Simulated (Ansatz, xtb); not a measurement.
Two isomers of C2H9BrOSi2

We compare X, `CCO[Si@H]([SiH3])Br`, a singlet, with Y, `CO[SiH2][Si@H](C)Br`, a singlet. Both are isolated molecules in the gas phase, relaxed with PBE0-D3(BJ)/def2-SVP; each stands in its lowest conformer found.

Quicker runs give these differences E(Y) − E(X): GFN2-xTB +7.3 kcal/mol; HF/STO-3G −2.6 kcal/mol (at GFN2-xTB geometries); r2SCAN-D4/def2-SVP −0.9 kcal/mol (at GFN2-xTB geometries).

Question: Estimate E(Y) − E(X) at the level CCSD(T)/def2-SVP + ΔMP2/def2-TZVPP.

Answer: Not settled: CCSD(T)/def2-SVP + ΔMP2/def2-TZVPP gives E(Y) − E(X) = −2.5 kcal/mol, but this leans on the basis-set step: CCSD(T) alone gives +0.4 kcal/mol.

The same difference at several levels:

```
                             level              geometry  E(Y) − E(X) (kcal/mol)  departure from the last row (kcal/mol)  job, with rough time for the two
                          GFN2-xTB              GFN2-xTB                      +7.3                                    +9.8              optimisation, 0.35 s
                         HF/STO-3G              GFN2-xTB                      −2.6                                    −0.1              single point, 0.56 s
                r2SCAN-D4/def2-SVP              GFN2-xTB                      −0.9                                    +1.7               single point, 4.6 s
              PBE0-D3(BJ)/def2-SVP  PBE0-D3(BJ)/def2-SVP                      −2.0                                    +0.5             optimisation, 1.7 min
                       HF/def2-SVP  PBE0-D3(BJ)/def2-SVP                      −0.6                                    +2.0           part of the CCSD(T) run
                      MP2/def2-SVP  PBE0-D3(BJ)/def2-SVP                      −0.4                                    +2.1           part of the CCSD(T) run
                  CCSD(T)/def2-SVP  PBE0-D3(BJ)/def2-SVP                      +0.4                                    +2.9                      single point
CCSD(T)/def2-SVP + ΔMP2/def2-TZVPP  PBE0-D3(BJ)/def2-SVP                      −2.5                                                     single point, 1.7 min
```

As drawn, Y has 1 C–Si, 1 C–H in place of 1 C–C, 1 Si–H.

GFN2-xTB puts the two in the other order. MP2/def2-SVP, CCSD(T)/def2-SVP find them nearly level. The largest departure from CCSD(T)/def2-SVP + ΔMP2/def2-TZVPP is that of GFN2-xTB, 9.8 kcal/mol. The last row adds to CCSD(T) the change of the MP2 difference between the two basis sets, here −2.9 kcal/mol.

With thermal terms from frequencies at re-optimised GFN2-xTB minima (ideal gas, soft modes damped towards free rotors, one conformer each, 298.15 K, 1 atm): the zero-point term adds +0.6 kcal/mol; ΔH is −1.6 and ΔG −2.2 kcal/mol.

The correlated steps freeze 22 core orbitals; the filled d shell of Br is correlated, in a basis made for valence electrons. Codes used: Ansatz 0.2.0, xtb 6.7.1; the last row on 4 threads of Arm Neoverse V1 on a shared host.

The best estimate leans towards Y, but the two isomers are too close for a secure ordering. This near-balance probably reflects opposing substituent effects. Exchanging a C–C and an Si–H bond for a C–Si and a C–H bond should favour Y, since C–H is much stronger than Si–H and the polar Si–C bond is robust. Against this, X keeps oxygen and bromine on the same silicon, where oxygen lone-pair donation into the Si–Br σ* orbital can stabilise it, and its ethoxy group retains a favourable C–C–O arrangement. Y gives up both.

In the smaller basis, going from HF to CCSD(T) shifts the difference by less than the basis-set step does, so the close match of HF/STO-3G to the final value is probably error cancellation. The thermal terms leave the slight preference for Y in place. Because the basis-set step uses total MP2 energies, it does not show whether the shift comes from the mean-field or the correlation part.
